An isolated periodic orbit of a spinless particle adds one cosine to the level density. For a particle with spin weakly coupled to the motion, the orbit, its action and its stability stay the same and the cosine gains a weight, the trace of the spin rotation collected on one circuit. Answer each **Predict** before reading on.

## 1. Premises

In $f$ dimensions, with $\boldsymbol\pi=\mathbf p-q\mathbf A$ (SI units, charge $q$, static fields),
$$\hat H=\hat{\boldsymbol\pi}\cdot G(\mathbf q)\hat{\boldsymbol\pi}+V(\mathbf q)+\hbar\,\mathbf s\cdot\mathbf C(\hat{\mathbf q},\hat{\mathbf p}).$$
$\mathbf s$ are the dimensionless spin-$s$ matrices ($\boldsymbol\sigma/2$ for $s=1/2$), $G=1/2m$ in the Pauli case, and $\mathbf C$ is Weyl ordered. The scalar part has the classical symbol $H_0=G\pi^2+V$.

1. Weak coupling: $s$ and the precession vector $\mathbf C$ (an angular frequency) stay fixed as $\hbar\to0$.
2. The periodic orbits of $H_0$ at energy $E$ are isolated.
3. The density $g(E)=\sum_n\delta(E-E_n)$ is smoothed, so that only periods below a fixed bound count.

We use $g=-\pi^{-1}\,\mathrm{Im\,Tr}\,\hat{\mathcal G}$ with $\hat{\mathcal G}=(i\hbar)^{-1}\int_0^\infty e^{i(E+i0-\hat H)t/\hbar}dt$; Tr runs over position and spin.

## 2. The propagator

Insert $K(\mathbf q,\mathbf q',t)=a\,e^{iR/\hbar}$, with scalar $R$ and a $(2s+1)$-square matrix $a$, into $i\hbar\partial_tK=\hat HK$. With $\mathbf P=\nabla R-q\mathbf A$ and $\mathbf v=2G\mathbf P$, differentiation gives
$$e^{-iR/\hbar}\,\hat{\boldsymbol\pi}\cdot G\hat{\boldsymbol\pi}\,(ae^{iR/\hbar})=GP^2a-i\hbar\left[\mathbf v\cdot\nabla a+\tfrac12(\nabla\cdot\mathbf v)a\right]-\hbar^2\nabla\cdot G\nabla a,$$
and $\mathbf C(\hat{\mathbf q},\hat{\mathbf p})$ acts as $\mathbf C(\mathbf q,\nabla R)+O(\hbar)$.

**Predict:** in which order of $\hbar$ does spin first enter, and does it bend the paths?

Order $\hbar^0$ is $\partial_tR+H_0(\mathbf q,\nabla R)=0$: the paths are those of $H_0$ and feel no spin force. Order $\hbar^1$, with $d/dt=\partial_t+\mathbf v\cdot\nabla$ along a path, is
$$\dot a+\tfrac12(\nabla\cdot\mathbf v)a+i\,\mathbf s\cdot\mathbf C\,a=0.$$
Write $a=b\,d$ with a scalar $b$ obeying $\dot b+\frac12(\nabla\cdot\mathbf v)b=0$. Then $b^2$ obeys the continuity equation of paths fanning out from $\mathbf q'$, so it is proportional to their density $|\det\partial\mathbf p'/\partial\mathbf q|=|\det R_{\mathbf q\mathbf q'}|$ (subscripts on $R$ and $S$ are derivatives). What is left is
$$\dot d=-i\,\mathbf s\cdot\mathbf C(\mathbf q(t),\mathbf p(t))\,d,\qquad d(0)=1.\tag{1}$$
The generator is Hermitian and lies in su(2), so $d$ is an SU(2) element in the spin-$s$ representation; $\langle\mathbf s\rangle$ precesses as $\dot{\mathbf S}=\mathbf C\times\mathbf S$. The condition $K\to\delta(\mathbf q-\mathbf q')$ at $t\to0$ fixes the constant:
$$K\simeq(2\pi i\hbar)^{-f/2}\sum_{\rm paths}|\det R_{\mathbf q\mathbf q'}|^{1/2}\,d\;e^{iR/\hbar-i\pi\nu/2}.$$
At each caustic $b$ diverges; continuing through it in momentum representation gives the factor $e^{-i\pi/2}$ counted by $\nu$. That Fourier step is scalar and (1) is regular in phase space, so $d$ passes through unchanged.

## 3. From time to energy

The time integral is stationary at $R_t=-E$, where the phase is $S=R+Et=\int\mathbf p\cdot d\mathbf q$. The matrix $d$ has no $1/\hbar$ in it and is evaluated at the stationary point. The Gaussian gives $(2\pi\hbar/|R_{tt}|)^{1/2}e^{\pm i\pi/4}$, hence
$$\mathcal G\simeq\frac{1}{i\hbar}(2\pi i\hbar)^{-(f-1)/2}\sum|D|^{1/2}\,d\,e^{iS/\hbar-i\pi\nu'/2},\qquad |D|=\left|\frac{\det R_{\mathbf q\mathbf q'}}{R_{tt}}\right|,$$
with $\nu'=\nu$ for $R_{tt}>0$ and $\nu+1$ otherwise. Differentiating $R_t=-E$ gives $S_{EE}=-1/R_{tt}$, $S_{\mathbf qE}=-R_{\mathbf qt}/R_{tt}$ and $S_{\mathbf q\mathbf q'}=R_{\mathbf q\mathbf q'}-R_{\mathbf qt}R_{t\mathbf q'}/R_{tt}$. Thus $S_{\mathbf q\mathbf q'}-S_{\mathbf qE}S_{E\mathbf q'}/S_{EE}=R_{\mathbf q\mathbf q'}$, and by the Schur complement $|D|$ is the modulus of the determinant of $\begin{pmatrix}S_{\mathbf q\mathbf q'}&S_{\mathbf qE}\\S_{E\mathbf q'}&S_{EE}\end{pmatrix}$.

Take a coordinate $x$ along the path and $\mathbf y$ across it. Differentiating $H_0(\mathbf q,S_{\mathbf q})=E$ by $\mathbf q'$ and by $E$ gives $S_{x\mathbf q'}=0$ and $S_{xE}=1/\dot x$; the initial point gives $S_{\mathbf qx'}=0$ and $S_{Ex'}=-1/\dot x'$. Row $x$ and column $x'$ each hold one entry, so $|D|=|\det S_{\mathbf y\mathbf y'}|/|\dot x\dot x'|$.

## 4. The trace

Set $\mathbf q'=\mathbf q$ and integrate. Paths of vanishing length give the smooth density, $2s+1$ times the Weyl term.

**Predict:** which of the other closed paths survive, and must the spin return to its start?

The phase is stationary where $S_{\mathbf q}+S_{\mathbf q'}=\mathbf p-\mathbf p'=0$: periodic orbits of $H_0$. The spin trace is a finite sum with no large phase, so it imposes no condition and yields $\mathrm{tr}\,d$.

Across the orbit $S=S_0+\frac12\mathbf y^TW\mathbf y$ with $W=\mathsf a+\mathsf b+\mathsf b^T+\mathsf c$, where $\mathsf a=S_{\mathbf y\mathbf y}$, $\mathsf b=S_{\mathbf y\mathbf y'}$, $\mathsf c=S_{\mathbf y'\mathbf y'}$. The Gaussian gives $(2\pi\hbar)^{(f-1)/2}|\det W|^{-1/2}$ and $e^{\pm i\pi/4}$ per eigenvalue. Combined with $(2\pi i\hbar)^{-(f-1)/2}$ this leaves $e^{-i\pi/2}$ for each negative eigenvalue, so the Maslov index is $\mu=\nu'+n_-(W)$.

The monodromy matrix $M$ maps $(\delta\mathbf y',\delta\mathbf p')$ to $(\delta\mathbf y,\delta\mathbf p)$. Solving $\delta\mathbf p=\mathsf a\,\delta\mathbf y+\mathsf b\,\delta\mathbf y'$, $\delta\mathbf p'=-\mathsf b^T\delta\mathbf y-\mathsf c\,\delta\mathbf y'$ with $\beta=(\mathsf b^T)^{-1}$,
$$M-1=\begin{pmatrix}-\beta\mathsf c-1&-\beta\\ \mathsf b-\mathsf a\beta\mathsf c&-\mathsf a\beta-1\end{pmatrix}.$$
Subtract column 2 times $\mathsf c$ from column 1, which becomes $(-1,\ \mathsf b+\mathsf c)$; add $\mathsf b+\mathsf c$ times row 1 to row 2, which becomes $(0,\ -W\beta)$. Hence $\det(M-1)=\det W/\det\mathsf b$, nonzero by premise 2.

Moving the starting point along the orbit conjugates $M$, and it turns $d$ into $u\,d\,u^{-1}$ with $u$ the spin propagator over the shift. Determinant and trace are constant, and $\oint dx/|\dot x|=T_p$, the primitive period, for any number $r$ of traversals. A self-retracing orbit passes each point in both directions, which together give the full $T_p$; it is counted once.

Any SU(2) element is $d_p=e^{-i\alpha_p\mathbf n\cdot\mathbf s}$ with eigenvalues $e^{-i\alpha_pm_s}$, $m_s=-s,\dots,s$, and $r$ traversals give $d_p^r$. The geometric sum is real, so it passes through Im, and $-\pi^{-1}\mathrm{Im}[e^{i\phi}/i\hbar]=\cos\phi/\pi\hbar$:
$$\delta g(E)=\frac1{\pi\hbar}\sum_p\sum_{r\ge1}\frac{T_p\,\mathrm{tr}\,d_p^{\,r}}{|\det(M_p^r-1)|^{1/2}}\cos\!\Big(\frac{rS_p}{\hbar}-\frac{\pi\mu_{p,r}}2\Big),\tag{2}$$
$$\mathrm{tr}\,d_p^{\,r}=\frac{\sin[(2s+1)r\alpha_p/2]}{\sin(r\alpha_p/2)},\qquad s=\tfrac12:\quad 2\cos\frac{r\alpha_p}2.$$

**Predict:** the spin vector returns after one turn of $2\pi$. What is the weight for $s=1/2$?

It is $-2$. For half-integer $s$ the angle counts modulo $4\pi$: it must come from (1), followed continuously from $d=1$, since the final rotation of $\mathbf S$ leaves the sign open.

## 5. The Dirac equation

For $(c\boldsymbol\alpha\cdot\hat{\boldsymbol\pi}+\beta_Dmc^2+q\phi)\psi=E\psi$ in the standard representation put $\epsilon(\mathbf q)=E-q\phi$ and $F=(\epsilon+mc^2)^{-1}$, assumed positive. The lower spinor is $cF\boldsymbol\sigma\cdot\hat{\boldsymbol\pi}u$, and the upper one obeys $\hat Lu=0$ with $\hat L=c^2\boldsymbol\sigma\cdot\hat{\boldsymbol\pi}F\boldsymbol\sigma\cdot\hat{\boldsymbol\pi}-\epsilon+mc^2$. Use $\sigma_j\sigma_k=\delta_{jk}+i\varepsilon_{jkl}\sigma_l$, $\hat{\boldsymbol\pi}\times\hat{\boldsymbol\pi}=i\hbar q\mathbf B$ and $\nabla F=-qF^2\boldsymbol{\mathcal E}$ with $\boldsymbol{\mathcal E}=-\nabla\phi$:
$$\hat L=c^2\hat{\boldsymbol\pi}\cdot F\hat{\boldsymbol\pi}-\epsilon+mc^2-\hbar qc^2\,\boldsymbol\sigma\cdot\left[F\mathbf B+F^2\boldsymbol{\mathcal E}\times\hat{\boldsymbol\pi}\right].$$
This has the form of section 1 with $G=c^2F$. Its scalar symbol $F(c^2\pi^2+m^2c^4-\epsilon^2)$ vanishes on $H_+=q\phi+\sqrt{c^2\pi^2+m^2c^4}=E$ and equals $2\epsilon F(H_+-E)$ to first order there, so its flow follows the relativistic orbits with $dt=2\epsilon F\,d\tau$. Dividing the spin term by $2\epsilon F$,
$$\mathbf C=-\frac{qc^2}{\epsilon}\left[\mathbf B+\frac{\boldsymbol{\mathcal E}\times\boldsymbol\pi}{\epsilon+mc^2}\right].$$
For $\epsilon\to mc^2$, $\hbar\boldsymbol\sigma\cdot\mathbf C/2$ is the Zeeman term with $g=2$ plus the spin-orbit term $-q\hbar\,\boldsymbol\sigma\cdot(\boldsymbol{\mathcal E}\times\boldsymbol\pi)/4m^2c^2$. To count levels, integrate (2) for $\hat L$ over its eigenvalue up to zero. Since action differentiated by eigenvalue is the period, each term of the staircase is $\mathrm{tr}\,d^r\sin(rS/\hbar-\pi\mu/2)/(\pi r|\det(M^r-1)|^{1/2})$, free of the choice of time. As $\partial\hat L/\partial E<0$, one eigenvalue of $\hat L$ crosses zero downward at each Dirac level, so this staircase counts them, and $dS/dE=T_p$ returns (2) for the positive-energy levels, the result of Bolte and Keppeler.

## 6. Anisotropic oscillator with Rashba coupling

An electron in a two-dimensional dot, with an in-plane field along $x$ that acts on spin only:
$$\hat H=\frac{\hat p^2}{2m}+\frac m2(\omega_x^2x^2+\omega_y^2y^2)+\frac{\alpha_R}{\hbar}(\sigma_x\hat p_y-\sigma_y\hat p_x)+\frac\Delta2\sigma_x.$$
With $\ell=\hbar^2/m\alpha_R$ and $\Omega=\Delta/\hbar$ held fixed, $\mathbf C=(\Omega+2p_y/m\ell,\,-2p_x/m\ell,\,0)$.

For irrational $\rho=\omega_y/\omega_x$ the only periodic orbits are the librations on the axes. The $x$ orbit has $T=2\pi/\omega_x$ and $S=2\pi E/\omega_x$; $M^r$ is a rotation by $2\pi r\rho$, so $\det(M^r-1)=4\sin^2\pi r\rho$. The index collects $2r$ turning points, $\lfloor2r\rho\rfloor$ transverse foci, and $n_-$. The transverse action gives $W\propto-\tan\pi r\rho$ with a positive factor, so $n_-=1$ when $\lfloor2r\rho\rfloor$ is even and $\mu=2r+1+2\lfloor r\rho\rfloor$. Because $\sin\pi r\rho$ has the sign $(-1)^{\lfloor r\rho\rfloor}$,
$$\delta g_x=\sum_r\frac{(-1)^r\,\mathrm{tr}\,d_x^{\,r}}{\hbar\omega_x\sin\pi r\rho}\sin\frac{2\pi rE}{\hbar\omega_x},\tag{3}$$
and $\delta g_y$ follows from $x\leftrightarrow y$, $\rho\to1/\rho$.

**Exact test at $\alpha_R=0$.** Here (1) gives $\alpha_x=\Omega T$. The partition function is $Z=2\cosh(\vartheta\Delta/2)/[4\sinh(\vartheta\hbar\omega_x/2)\sinh(\vartheta\hbar\omega_y/2)]$ at inverse temperature $\vartheta$, and $g(E)$ is the sum of residues of $Ze^{\vartheta E}$. At $\vartheta=2\pi ir/\hbar\omega_x$ the residue is $2\cos(\pi r\Delta/\hbar\omega_x)(-1)^re^{2\pi irE/\hbar\omega_x}/(2i\hbar\omega_x\sin\pi r\rho)$. Adding $\pm r$ gives (3), prefactor, index and weight included.

**Predict:** with $\Delta=0$ and $\alpha_R\ne0$, what are the two weights?

On either axis $\mathbf C$ keeps a fixed direction, so the angle is $\propto\oint p\,dt=m\oint dx=0$ and $\mathrm{tr}\,d=2$. At this order Rashba coupling alone is invisible on self-retracing orbits.

**Predict:** with both terms, on which orbit do they interfere?

On the $y$ orbit both point along $x$ and commute: $\alpha_y=2\pi\Delta/\hbar\omega_y$. On the $x$ orbit, $x=A\sin\tau$ with $\tau=\omega_xt$ and $A=(2E/m\omega_x^2)^{1/2}$,
$$i\frac{dd}{d\tau}=\tfrac12\left[\delta\,\sigma_x-z\cos\tau\,\sigma_y\right]d,\qquad\delta=\frac{\Delta}{\hbar\omega_x},\quad z=\frac{2A}{\ell}=\frac{4\sqrt{EE_{so}}}{\hbar\omega_x},$$
with $E_{so}=\hbar^2/2m\ell^2$. Put $d=e^{i\varphi\sigma_y/2}\tilde d$, $\varphi=z\sin\tau$. The drive cancels and $i\,d\tilde d/d\tau=\frac\delta2(\sigma_x\cos\varphi-\sigma_z\sin\varphi)\tilde d$, with $\tilde d=d$ after a period. To first order in $\delta$ the generator is averaged, $\langle\cos\varphi\rangle=J_0(z)$ and $\langle\sin\varphi\rangle=0$:
$$\alpha_x^{(1)}=2\pi\delta\,J_0(z).$$
For any $\delta$ use Floquet solutions $e^{-i\varepsilon\tau}\sum_nc_ne^{in\tau}$, which obey $\varepsilon c_n=(n+\frac\delta2\sigma_x)c_n-\frac z4\sigma_y(c_{n-1}+c_{n+1})$. Since $\sigma_y$ flips $\sigma_x$, take $c_n$ with $\sigma_x=(-1)^n$ and absorb the phases. Then $\varepsilon$ is an eigenvalue of the tridiagonal matrix with diagonal $n+\frac\delta2(-1)^n$ and off-diagonal $z/4$. The eigenvalues of $d_x$ are $e^{\mp2\pi i\varepsilon}$, so $\alpha_x=4\pi\varepsilon$. In (3) the weight turns $\sin(2\pi rE/\hbar\omega_x)$ into two sines shifted by $\pm\varepsilon\hbar\omega_x$: a ladder of doublets split by $2\varepsilon\hbar\omega_x$.

A quantum test of the first-order result: drop $y$, complete the square, $(\hat p_x-\hbar\sigma_y/\ell)^2/2m-E_{so}$, and remove the shift with $e^{i\sigma_yx/\ell}$. The Zeeman term becomes $\frac\Delta2(\sigma_x\cos\frac{2x}\ell-\sigma_z\sin\frac{2x}\ell)$, and first-order degenerate perturbation theory splits level $n$ by $\Delta\langle n|\cos(2x/\ell)|n\rangle=\Delta e^{-\eta/2}L_n(\eta)$, $\eta=4E_{so}/\hbar\omega_x$, to be set against $\Delta J_0(z)$ at $E=(n+\frac12)\hbar\omega_x$.

## 7. Range of validity

- Actions large against $\hbar$ and $\hbar|\mathbf C|\ll E$, $s$ fixed. Strong coupling or $s\sim1/\hbar$ makes spin act back on the orbits, and (2) no longer applies.
- The dropped $O(\hbar^2)$ terms in $\hat HK$ must add little phase. In the dot $-E_{so}$ adds $2\pi rE_{so}/\hbar\omega_x=\pi rz^2\hbar\omega_x/8E$, which limits $r$.
- Isolated orbits: (2) diverges where $\det(M^r-1)\to0$, at bifurcations, in families, and for $r\rho$ near an integer.
- No near resonance between spin splitting and transverse motion, which enlarges the next order.
- For Dirac, fields smooth on the de Broglie and Compton scales and $\epsilon>mc^2$ along the orbit.

## 8. Numbers

Inputs, typical or approximate for InAs: $m=0.023\,m_e$, $\alpha_R=10$ meV nm, $|g|=15$. Chosen: $B=0.40$ T, $\hbar\omega_x=1$ meV, $\rho=\sqrt2$, $E=10.5$ meV, and $\Delta=|g|\mu_BB$ (its sign drops out of the trace). Then $\ell=331$ nm, $A=264$ nm, $E_{so}=0.0151$ meV, $\delta=0.347$, $z=1.59$. The smooth density $2E/\hbar^2\omega_x\omega_y$ is $14.8$ meV$^{-1}$; for $r=1$, $\mu_x=5$ and $\mu_y=3$.

The quantum test at $n=10$, $\eta=0.0604$, gives $e^{-\eta/2}L_{10}(\eta)=0.4599$ against $J_0(z)=0.4598$. The tridiagonal matrix gives $\varepsilon=0.0748$, a doublet splitting of $0.150$ meV where the bare one is $0.347$ meV.

| orbit | $\alpha$ (rad) | $\mathrm{tr}\,d$ | $\mathrm{tr}\,d^2$ |
|---|---|---|---|
| $x$, $\alpha_R=0$ | 2.18 | 0.923 | $-1.15$ |
| $x$, first order in $\delta$ | 1.00 | 1.75 | 1.08 |
| $x$, Floquet | 0.940 | 1.78 | 1.18 |

The $y$ orbit has $\alpha_y=1.54$ and $\mathrm{tr}\,d=1.43$. The $r=1$ amplitudes $\mathrm{tr}\,d/(\hbar\omega|\sin|)$ are $1.85$ meV$^{-1}$ for $x$ ($0.96$ without Rashba coupling) and $1.27$ meV$^{-1}$ for $y$.

**Predict:** how many of these figures describe the quantum Hamiltonian?

The third figure only serves to compare rows. Per traversal $E_{so}$ shifts the cosine by $0.095$ rad. Taking the transverse zero-point energy $\hbar\omega_y/2$ out of $E$ moves the first-order weight from $1.75$ to $1.72$. The term $\sigma_x\hat p_y$, zero on the $x$ orbit, acquires a spin-flip part $\propto\sin\varphi\simeq2J_1(z)\sin\tau$ that trades an $x$ quantum for a $y$ quantum with squared matrix element $J_1^2E_{so}\hbar\omega_y$; with denominators $\hbar\omega_y-\hbar\omega_x\mp0.150$ meV it narrows the doublet by about $0.014$ meV, near a tenth. The supported weight is $1.8$ against $0.9$. For a real crystal, band nonparabolicity $-E_{\rm kin}^2/E_g$ with approximate gap $E_g=0.42$ eV changes $S/\hbar$ by $2\pi\cdot3E^2/8E_g\hbar\omega_x\approx0.6$ rad, so the phase of the oscillation belongs to the parabolic model, while the near doubling of the $x$ amplitude and the reversed sign at $r=2$ are far larger than the spin corrections above.